**Q:** I walked from X towards G and watched the first level below the Fermi level. It leaps from −1.13 to −0.12 eV in one step, then falls to −0.95 eV in the next. What kind of band does that?

Kohn-Sham levels of a relaxed 12-plane slab of rutile PbO₂(100), computed with Ansatz 0.2.0 using scalar-relativistic PBE, PAW, a 420 eV plane-wave cutoff, no spin polarisation, a 10×7×1 k mesh, 0.1 eV Gaussian smearing and a dipole correction. Outer weights are Löwdin weights on atomic orbitals of the two outer planes of both faces together, not renormalised.

```
point label  point a (reciprocal cell vectors)  point b (reciprocal cell vectors)  level b1 from the Fermi level (eV)  outer orbital weight b1  level b2 from the Fermi level (eV)  outer orbital weight b2  level a1 from the Fermi level (eV)  outer orbital weight a1
          X                             0.5000                             0.0000                              -1.130                    0.670                              -1.600                    0.030                               0.730                    0.000
    between                             0.4167                             0.0000                              -0.120                    0.010                              -1.160                    0.640                               1.190                    0.400
    between                             0.3333                             0.0000                              -0.950                    0.030                              -1.210                    0.530                               0.950                    0.480
    between                             0.2500                             0.0000                              -1.250                    0.400                              -1.440                    0.150                               0.530                    0.440
    between                             0.1667                             0.0000                              -1.130                    0.040                              -1.250                    0.280                               0.110                    0.420
    between                             0.0833                             0.0000                              -0.150                    0.420                              -0.860                    0.030                               0.520                    0.540
          G                             0.0000                             0.0000                              -0.220                    0.410                              -0.760                    0.030                               0.350                    0.560
    between                             0.0000                             0.0833                              -0.180                    0.410                              -0.770                    0.030                               0.380                    0.540
    between                             0.0000                             0.1667                              -0.090                    0.430                              -0.770                    0.040                               0.450                    0.490
    between                             0.0000                             0.2500                              -0.780                    0.050                              -1.270                    0.150                               0.040                    0.480
    between                             0.0000                             0.3333                              -0.790                    0.070                              -1.260                    0.210                               0.170                    0.530
    between                             0.0000                             0.4167                              -0.800                    0.090                              -1.240                    0.280                               0.280                    0.590
          Y                             0.0000                             0.5000                              -0.800                    0.090                              -1.230                    0.300                               0.330                    0.610
    between                             0.0833                             0.5000                              -0.840                    0.080                              -1.230                    0.360                               0.480                    0.620
    between                             0.1667                             0.5000                              -0.980                    0.080                              -1.210                    0.430                               0.840                    0.580
    between                             0.2500                             0.5000                              -1.140                    0.350                              -1.190                    0.290                               1.230                    0.490
    between                             0.3333                             0.5000                              -0.940                    0.080                              -1.080                    0.500                               1.470                    0.330
    between                             0.4167                             0.5000                              -0.170                    0.020                              -1.010                    0.510                               1.360                    0.040
          S                             0.5000                             0.5000                              -0.990                    0.510                              -1.600                    0.040                               0.600                    0.020
    between                             0.4167                             0.4167                              -0.170                    0.020                              -1.020                    0.520                               1.350                    0.080
    between                             0.3333                             0.3333                              -0.940                    0.070                              -1.110                    0.480                               1.300                    0.350
    between                             0.2500                             0.2500                              -1.200                    0.380                              -1.300                    0.150                               0.800                    0.400
    between                             0.1667                             0.1667                              -1.090                    0.050                              -1.240                    0.230                               0.260                    0.420
    between                             0.0833                             0.0833                              -0.110                    0.420                              -0.860                    0.030                               0.540                    0.530
```

**A:** No single band does. The columns rank levels by energy at each point: b1 and b2 are the first and second below the Fermi level, a1 the first above. A band that crosses another, or crosses the Fermi level, therefore changes column. The scale to remember is that atoms coupled by one to two electronvolts make a band that can move by nearly 1 eV between neighbouring points here, while a weakly coupled level moves by a tenth of that or less.

Follow energy and outer weight together, and your leap comes apart. At X the steep band is empty and stands in a1, at 0.73 eV. One step inwards it has dropped below the Fermi level and taken over b1, and the next step carries it down to −0.95 eV.

**Q:** Then where did the old b1 level go?

**A:** It hardly moved. At X it lies at −1.13 eV with an outer weight of 0.67, and at the next point it is b2, at −1.16 eV with nearly the same weight. The steep band has simply slid in above it. By one quarter of the way along the first reciprocal vector the steep band has sunk beneath it, and the flat level is b1 again.

The same exchange happens near S. In between, at the quarter point on the line from Y to S, b1 and b2 lie only 0.05 eV apart and have similar outer weights. The partner of the flat level there is most likely not the steep band but a third one of small outer weight. It falls from −0.80 eV at Y and, on the line from G, from −0.76 eV to −1.13 eV at one sixth. Two levels that come so close can mix and share their character, so there the labels "outer" and "inner" lose their meaning.

**Q:** Why is one band so steep?

**A:** Look first at the direction. Call the two coordinates of a point $k_x$ and $k_y$, printed as point a and point b. Going from $k_x=1/2$ to 5/12 lowers the steep band by 0.85 eV at $k_y=0$. Going across the zone to $k_y=1/2$ at fixed $k_x$ shifts it by at most 0.13 eV. Electrons in this band pass easily along one cell edge and poorly along the other, as they would in a chain.

The geometry offers such a chain. The shortest oxygen contacts are 1.812 Å, two to an atom, and the short cell edge is 3.442 Å, a little less than twice that. A zigzag row of oxygens along this edge, with two atoms per period, fits both lengths. That the steep band lives on this row is an inference from geometry and dispersion; the table doesn't resolve levels atom by atom.

**Q:** Does it matter that there are two atoms per period rather than one?

**A:** It decides the shape at the zone boundary. Let $E_0$ be the energy of an electron on one chain atom and $t$ the strength of its hop to either neighbour. The neighbours sit half a period away on each side, so their contributions combine to

$$E = E_0 \pm 2t\cos(\pi k_x).$$

At $k_x=1/2$ the contributions from left and right cancel, and the two branches meet at $E_0$. A cosine passes through zero with its full slope, so the band leaves the boundary almost as a straight line. With one atom per period it would have a rounded top there, flat at first and steep only later.

**Q:** Can you test that with numbers?

**A:** Take the line from X to G. The level at X fixes $E_0=0.73$ eV, and the first drop fixes the hop:

$$t=\frac{0.85}{2\cos 75^\circ}\approx 1.64\ \text{eV}.$$

At $k_x=1/3$ the cosine is one half, so the lower branch should lie at $0.73-1.64=-0.91$ eV. The calculation gives −0.95 eV, in a row that played no part in setting the two constants.

A chain with one atom per period, matched to the same two rows, would put that level at −2.44 eV. The straight descent thus speaks clearly for two nearly equal sites. It doesn't identify the orbitals, though oxygen 2p orbitals pointing along the row are the natural candidates for so large a hop. In a zigzag they are expected to mix with the 2p orbitals pointing across the row, so $t$ is best read as an effective slope rather than the hop of one bond. The output after this text repeats the comparison on the line from Y to S.

**Q:** If there are two branches, I'd like to see the upper one.

**A:** Look one step from S towards Y. The lower branch is b1 at −0.17 eV, and a1 at 1.36 eV has a similarly small outer weight. Their midpoint is 0.595 eV, against 0.60 eV at S itself. That is the even spread about $E_0$ that the formula demands. It is not forced, because the slab's symmetry doesn't make the two chain atoms alike, and unlike atoms would split the branches at the boundary. The agreement says that on this line any such split is small.

One step from X the picture looks different, because a1 there has an outer weight of 0.40. It belongs to another band. The upper chain branch should be near $0.73+0.85=1.58$ eV, above that band's 1.19 eV, so it doesn't get the first place.

**Q:** The steep band has almost no weight on the outer planes. So it is a bulk band?

**A:** That doesn't follow. Small outer weight says only that the state avoids the counted atomic orbitals; it could still live in a layer just beneath. The sum also runs over both faces, one ending in lead and the other in oxygen, so even a large weight wouldn't tell you which face carries the state.

There is an apparent tension here. In the same calculation two oxygens have about 4.5 electrons in 2p, against 4.8 or more on the others, as expected if they form the chain and its antibonding branch is empty. Yet one of them is listed as the outermost oxygen. If it were still outermost and counted, a chain of two like atoms should, away from the boundary, have roughly half its weight on it, whereas the steep band shows at most 0.08 from $k_x=1/3$ outwards. The list most likely describes the slab as it was cut, since the recorded thickness, 9.189 Å, is just the cell height less the 15 Å of vacuum. In that cut the two atoms are three planes apart, half the long edge or 2.54 Å in depth, while a contact of 1.812 Å allows them at most 0.567 Å. They must have closed in by about 2 Å, and the small weight fits a row that ended up beneath the counted planes. Its exact depth is not given here.

**Q:** And the jumps near G, far from the steep band's crossing?

**A:** They come from a band with large outer weight that is filled around G and empties as you move away. It starts at −0.22 eV and rises by 0.75 eV on the way to $k_x=1/4$, but only by 0.26 eV on the way to $k_y=1/4$. Much of that contrast is the shape of the zone. A quarter of the first reciprocal vector is the longer step, so a band curved equally in both directions would already rise 2.18 times as much along it, against the 2.88 seen here.

When this band crosses the Fermi level, two columns jump at once. Between $k_y=1/6$ and 1/4 on the line from G to Y the band itself moves only from −0.09 to 0.04 eV. But b1 drops to the next filled band, near −0.8 eV, and a1 switches from a higher outer band to this one. With a smearing of 0.1 eV and a coarse mesh, the exact place of the crossing is not secure.

**Q:** Can I guess its energy away from the axes?

**A:** If electrons hop only along the two edges, the changes along the axes add. For the point (1/4, 1/4) this gives $-0.22+0.75+0.26=0.79$ eV, and the calculation gives 0.80 eV. At (1/4, 1/2) the sum is 0.15 eV too low. There the rise along $k_x$ depends on $k_y$. Hops to the nearest diagonal neighbours can't be the whole cause, since alone they would leave half of that misfit at (1/4, 1/4) already. Longer hops or mixing with other bands must take part; the growth of the outer weight from 0.41 at G to 0.61 at Y hints at mixing, but which of them acts here is untested.

**Q:** So the surface makes this oxide metallic?

**A:** The slab is metallic in this calculation, because two bands overlap and each is only partly filled. The steep band, filled over much of the zone, is empty at X, and its level there lies 0.95 eV above the bottom of the outer band, which is filled at G. Metallic behaviour alone would prove little, since PBE is known to close the small gap of bulk PbO₂ too. This overlap, however, involves the steep band. If that band lives on the oxygen row it has no bulk counterpart, so the overlap belongs to this relaxed slab and stands or falls with the row. Spin-orbit coupling is absent as well, and it may shift levels with lead 6p character.

The oxygen row calls for equal caution. The bulk crystal has no such short oxygen contacts, so this relaxed face is far from a simple cut of it. The slab's mirror symmetry holds its contacts equal, so the atoms had no chance to pair into O₂ units. Pairing would make strong and weak hops alternate. At $k_x=1/2$ the contributions from left and right would no longer cancel, and a gap would open exactly where the two branches now meet. The straight steep band is thus the mark of an evenly spaced chain of nearly like atoms, and whether this face would keep such a chain is an open question.

Output of the analysis:

```
sideways offset of neighbouring O atoms in a zigzag chain, A: 0.567
steep band, drop from kx 1/2 to 5/12 and to 1/3 at ky 0, eV: 0.85, 1.68
steep band, the same drops at ky 1/2, eV: 0.77, 1.54
ratio of second to first drop at ky 0 and ky 1/2: 1.976, 2
ratio expected for two like sites and for one site per period: 1.932, 3.732
level at kx 1/3, ky 0 predicted by two sites, by one site, and computed, eV: -0.9121, -2.442, -0.95
hop t from the first drop at ky 0 and ky 1/2, eV: 1.642, 1.488
change of steep band from ky 0 to ky 1/2 at kx 1/2, 5/12, 1/3, eV: -0.13, -0.05, 0.01
midpoint of the two branches at kx 5/12, ky 1/2, and level at S, eV: 0.595, 0.6
largest outer weight of the steep band for kx 1/3 and above: 0.08
outer band, rise from G to kx 1/4, to ky 1/4 and to Y, eV: 0.75, 0.26, 0.55
outer band at (1/4, 1/4), sum of axis changes and computed, eV: 0.79, 0.8
outer band at (1/4, 1/2), sum of axis changes and computed, eV: 1.08, 1.23
overlap, empty steep level at X less filled outer level at G, eV: 0.95
```
